Q: I have errors for a water molecule with an extra electron, computed at many levels of theory. Some exceed 6 eV. How do I tell a calculation that has failed from one that merely leaves something out?

Total energies of the water anion H2O⁻ (doublet, H–O–H angle 71.4°) relative to UCCSDT(Q), computed with Ansatz 0.2.0 in the aug-cc-pVDZ basis, with the oxygen 1s core left uncorrelated. The prefix R means restricted open-shell and U unrestricted. The active spaces are 3 electrons in 3 orbitals (pair) and 9 electrons in 6 orbitals (valence).

```tsv
level	this level less the reference (UCCSDT(Q), same basis) (meV)
RHF	6709.7
UHF	6706.1
RMP2	391.1
UMP2	388.9
CISD	517.7
RCCSD	206.1
UCCSD	206.0
RCCSD(T)	24.9
UCCSD(T)	24.8
BCCD(T)	23.4
RCCSDT	17.0
UCCSDT	17.0
RCCSDT(Q)	1.2
CASSCF pair	6133.0
NEVPT2 pair	420.1
MRCISD pair	450.1
MRCISD+Q pair	100.8
CASSCF valence	6188.4
NEVPT2 valence	925.8
MRCISD valence	433.4
MRCISD+Q valence	74.6
```

A: The size of an error won't tell you. RHF describes each electron in the average field of the others, so its 6.7 eV is simply the whole correlation energy, measured against coupled cluster with full triples and estimated quadruples. Two rules are better guides. A variational calculation given more freedom must not end higher in energy, and the energy of two molecules far apart must be the sum of their separate energies. One row breaks the first rule, and one family of methods breaks the second by construction.

Q: Which row breaks the first rule?

A: CASSCF valence. CASSCF optimises a few active orbitals and distributes the active electrons among them in every possible way. The pair calculation keeps six valence electrons in three filled orbitals and distributes the other three over three active ones. The valence calculation distributes all nine over six orbitals, so it could reproduce any wave function of the pair calculation. Yet it lies 55 meV higher, more than the 20 meV that different treatments of the core can explain.

Q: So the larger space is a poor choice?

A: That doesn't follow. The optimisation stopped on a solution that isn't the lowest. Both spaces contain just one orbital that is empty in the leading configuration, and the energy gained depends on which orbital takes that place. A search that settles on a less useful one can be stuck there, since small changes of the orbitals no longer lower the energy. This is a likely reason, though I haven't inspected the orbitals. A sensible repair is to restart the valence calculation from the orbitals of the pair calculation.

Q: NEVPT2 valence also looks bad. Is that the same fault?

A: Perhaps in part. NEVPT2 adds a perturbation correction to the CASSCF result, so it can inherit a poor starting point. But it lies 506 meV above NEVPT2 pair, about nine times the CASSCF gap, and I can't say what makes up the rest. Until the valence solution is repaired, the two NEVPT2 rows can't tell you which active space is better.

Q: And which methods break the second rule?

A: CISD and its multireference relative, MRCISD. The simpler case is CISD, which mixes into the RHF determinant all configurations with one or two electrons promoted. Its error of 518 meV is larger than that of RMP2, a much simpler perturbation estimate. That is a warning, though not a proof, because MP2 can profit from cancelling errors. The telling comparison is with RCCSD, which is also built from single and double excitations but has an error of only 206 meV.

Q: If both use the same excitations, where does the difference come from?

A: From their products. Imagine two electron pairs far apart. Each lowers its energy by being partly excited, and now and then both are excited at once, which makes four promoted electrons. CISD forbids that configuration, so each pair restricts the other although they don't interact. Coupled cluster includes it automatically, as the product of two doubles.

The limits show how the fault grows. For a single pair there is nothing to forbid, and CISD is exact within the basis. For very many equal pairs its correlation energy grows only as the square root of their number, while the true one grows in proportion. Two distant water molecules would therefore have more than twice the CISD error of one, whereas the CCSD error would just double.

Q: Can you estimate the loss for this molecule without using the coupled-cluster result?

A: Yes, with a simple model. Replace the valence shell by four equal, independent pairs, one for each doubly occupied valence orbital, and give each pair one excited state. In CISD only one pair may be excited at a time, so the problem reduces to two states: the leading determinant and one shared excited state. Call their energy gap D and their coupling V. Let E be the size of the CISD correlation energy and r the weight of the excited state divided by that of the determinant.

The two equations of this problem give D = E/r − E and V = E/√r. CISD gives E = 6.192 eV. Its natural orbitals show 0.1204 electrons outside the five leading orbitals, and since no configuration promotes more than two electrons, the excited weight must be at least half that number, 0.0602.

Taking this least value, r = 0.0602/0.9398 ≈ 0.064. With unrounded values, D is 90.5 eV and V is 24.5 eV. These are effective averages over many excitations, not energies you could find in a spectrum.

Now free the pairs from each other. The shared coupling V is √4 times that of one pair, so each pair has the coupling V/2. Solved separately, each gains (√(D² + V²) − D)/2 ≈ 1.625 eV. Four of them gain 6.50 eV, where CISD found 6.19 eV, so the ban on simultaneous excitations costs about 0.31 eV.

Q: How does that compare with the real calculations?

A: RCCSD lies 312 meV below CISD, and this value doesn't enter the equations of the model. Such close agreement is partly luck. Real pairs in water share the same space and aren't equal, and the model ignores the unpaired electron. The true excited weight may also be larger than the least value used here, which would raise the estimate. With three or five pairs it would give 270 or 330 meV, as the printed output below shows, so trust the size of the effect and not its last digits.

Q: Couldn't the trouble be that one determinant is a bad starting point?

A: The numbers speak against it. MRCISD applies the same single and double excitations to several starting configurations, yet with the pair space it gains only 68 meV over CISD. The CISD natural orbitals agree: none beyond the leading five holds more than 0.03 electrons. What is lost is spread thinly over many weak excitations, and a few extra starting configurations don't bring it back.

Q: What does "+Q" do, then?

A: It estimates the energy of the forbidden products from the weight outside the starting configurations. It lowers MRCISD pair by 349 meV, far more than the extra configurations did. A renormalised Davidson correction, which multiplies the CISD correlation energy by r, would give 397 meV for CISD, which is more than the step from CISD to RCCSD. It overshoots because it forgets that a pair already excited can't be excited again. A small error after +Q may therefore owe something to cancellation.

Q: Would the usual warning signs have caught any of this?

A: No, because they test something else. The T1 diagnostic, which measures how strongly coupled cluster wants to change the orbitals, is a modest 0.02. The spin of the UHF solution is almost that of a pure doublet. Neither gives a strong reason to distrust one determinant as a start, and the small natural occupations beyond the leading five support that choice. But neither sign tests whether CISD adds up correctly or whether CASSCF found its lowest solution.

A better check for CISD is to multiply the excited weight by the correlation energy. Six per cent sounds harmless, but six per cent of about 6 eV is nearly 0.4 eV. That gives the scale of the loss before any coupled-cluster calculation is run.

Q: RCCSD still has an error of 206 meV. Is that a failure too?

A: That is an honest truncation. RCCSD obeys the addition rule but leaves out the joint motion of three electrons that can't be written as a product of smaller excitations. Estimating these triples, as RCCSD(T) does, removes 181 meV. Treating them fully removes 8 meV more, and the estimated quadruples another 16 meV. Each addition has a clear meaning, and the later ones are small, which is how a sound series behaves.

Q: May I then use the best rows to decide whether water binds an extra electron?

A: No. The extra electron is weakly bound or unbound here, and the finite basis helps to hold it in place. All the errors compare methods within that same basis, at one strongly bent geometry, so a small error means agreement with the reference level and not with nature. To judge binding you would need the energy of the neutral molecule, and a basis that lets the electron leave.

Printed output of the fit:

```
CASSCF valence above CASSCF pair (meV): 55.4
CASSCF pair below RHF (meV): 576.7
CASSCF valence below RHF (meV): 521.3
NEVPT2 valence above NEVPT2 pair (meV): 505.7
MRCISD valence below MRCISD pair (meV): 16.7
CISD above RMP2 (meV): 126.6
CISD correlation energy, size (meV): 6192
CISD above RCCSD (meV): 311.6
share of the CISD error that RCCSD removes (percent): 60.19
electrons outside the five leading natural orbitals in CISD: 0.1204
least weight outside the leading determinant in CISD (percent): 6.018
pair model, excitation gap of one pair (eV): 90.51
pair model, energy lost by CISD with four pairs (meV): 306.9
pair model, energy lost by CISD with three pairs (meV): 269.8
pair model, energy lost by CISD with five pairs (meV): 329.6
renormalised Davidson estimate of the energy lost by CISD (meV): 396.5
MRCISD pair below CISD (meV): 67.6
MRCISD valence below CISD (meV): 84.3
lowering by +Q, pair space (meV): 349.3
lowering by +Q, valence space (meV): 358.8
lowering from RCCSD to RCCSD(T) (meV): 181.2
lowering from RCCSD(T) to RCCSDT (meV): 7.9
lowering from RCCSDT to RCCSDT(Q) (meV): 15.8
```
